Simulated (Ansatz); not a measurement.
Ti: the change of energy less free atoms and pressure with volume scale

Results calculated with Ansatz 0.2.0, not measured. Periodic Kohn-Sham DFT of a crystal at fixed atoms, scaled to volume_scale times the given cell; pressure positive in compression, energy less spherical unpolarised free atoms, largest_vzz the field gradient of largest size among the nuclei.

The cell before it is scaled or strained (space group P6_3/mmc, No. 194):
```
Ti
1.0
      2.9500     0.0000     0.0000
     -1.4750     2.5548     0.0000
      0.0000     0.0000     4.6860
Ti
2
Direct
  0.33333 0.66667 0.25000
  0.66667 0.33333 0.75000
```

Settings of every row: method all-electron LAPW; functional PBEsol; relativity scalar; k mesh 13x13x7; filling fermi-dirac; smearing width 0.08 eV; basis error target 0.5 meV/atom; nucleus gaussian.

Atom start moment: 0 on all atoms.

| row | volume scale | V (Å³/atom) | energy less free atoms (eV/atom) | pressure (GPa) |
| --- | --- | --- | --- | --- |
| 1 | 0.94 | 16.599 | -7.2278 | 0.984 |
| 2 | 0.9405 | 16.608 | -7.2278 | 0.919 |
| 3 | 0.96 | 16.952 | -7.2272 | -1.502 |
| 4 | 0.97 | 17.129 | -7.2249 | -2.658 |
| 5 | 0.98 | 17.305 | -7.2213 | -3.76 |
| 6 | 1 | 17.658 | -7.2107 | -5.812 |
| 7 | 1.01 | 17.835 | ? | ? |
| 8 | 1.02 | 18.012 | -7.1958 | -7.674 |
| 9 | 1.03 | 18.188 | -7.1869 | -8.54 |
| 10 | 1.04 | 18.365 | -7.177 | -9.364 |
| 11 | 1.06 | 18.718 | -7.1547 | -10.896 |

Question: what energy less free atoms and pressure should row 7 give?

Worked fit of energy less free atoms. Take u = (V_r/V)^(2/3) − 1 with V_r = 17.482 Å³ an atom, which is twice the finite (Eulerian) strain; such expansions in the strain, on which the Birch-Murnaghan equation of state is built, carry the rest volume and the bulk modulus. The shown rows have u = 0.03516, 0.03478, 0.02074, 0.01369, 0.00681, -0.00666, -0.01971, -0.02605, -0.03232, -0.04452. Least squares give energy less free atoms = −7.21658 − 0.7907 × u + 13.445 × u² eV/atom; a straight line predicts inner rows, each left out in turn, worse (root mean square 0.0078 against 3.4e-05 eV/atom). All shown rows lie on it to the printed digit. Its lowest point lies at u = 0.0294, or V = 16.74 Å³ an atom, and the curvature there gives the bulk modulus at fixed shape and fractions, B = (4/9)(1 + u)² E″(u)/V = 121 GPa. Letting shape and atoms relax would as a rule lower it, by much in layered, chain or molecular crystals. The withheld row has u = -0.01324, so the fit gives −7.21658 − 0.7907 × (-0.01324) + 13.445 × (-0.01324)² = -7.2038 eV/atom.

The calculation gave -7.2038 eV/atom. The fit meets it to the printed digit.

Worked fit of pressure. Take u = (V_r/V)^(2/3) − 1 with V_r = 17.482 Å³ an atom, which is twice the finite (Eulerian) strain; such expansions in the strain, on which the Birch-Murnaghan equation of state is built, carry the rest volume and the bulk modulus. The shown rows have u = 0.03516, 0.03478, 0.02074, 0.01369, 0.00681, -0.00666, -0.01971, -0.02605, -0.03232, -0.04452. Least squares give pressure = −4.8116 + 152.376 × u + 354.32 × u² GPa; a straight line predicts inner rows, each left out in turn, worse (root mean square 0.21 against 0.003 GPa). The rows lie off it by 0.000, 0.002, -0.003, 0.001, -0.003, -0.001, 0.003, 0.001, 0.002, -0.003. The pressure vanishes at u = 0.0295, or V = 16.73 Å³ an atom, and there the bulk modulus at fixed shape and fractions is B = −V dP/dV = (2/3)(1 + u) dP/du = 119 GPa. Letting shape and atoms relax would as a rule lower it, by much in layered, chain or molecular crystals. The withheld row has u = -0.01324, so the fit gives −4.8116 + 152.376 × (-0.01324) + 354.32 × (-0.01324)² = -6.767 GPa.

The calculation gave -6.765 GPa. The fit lies 0.002 GPa (0.017 % of the column's range) below it; its largest miss of a shown row is 0.003 GPa.
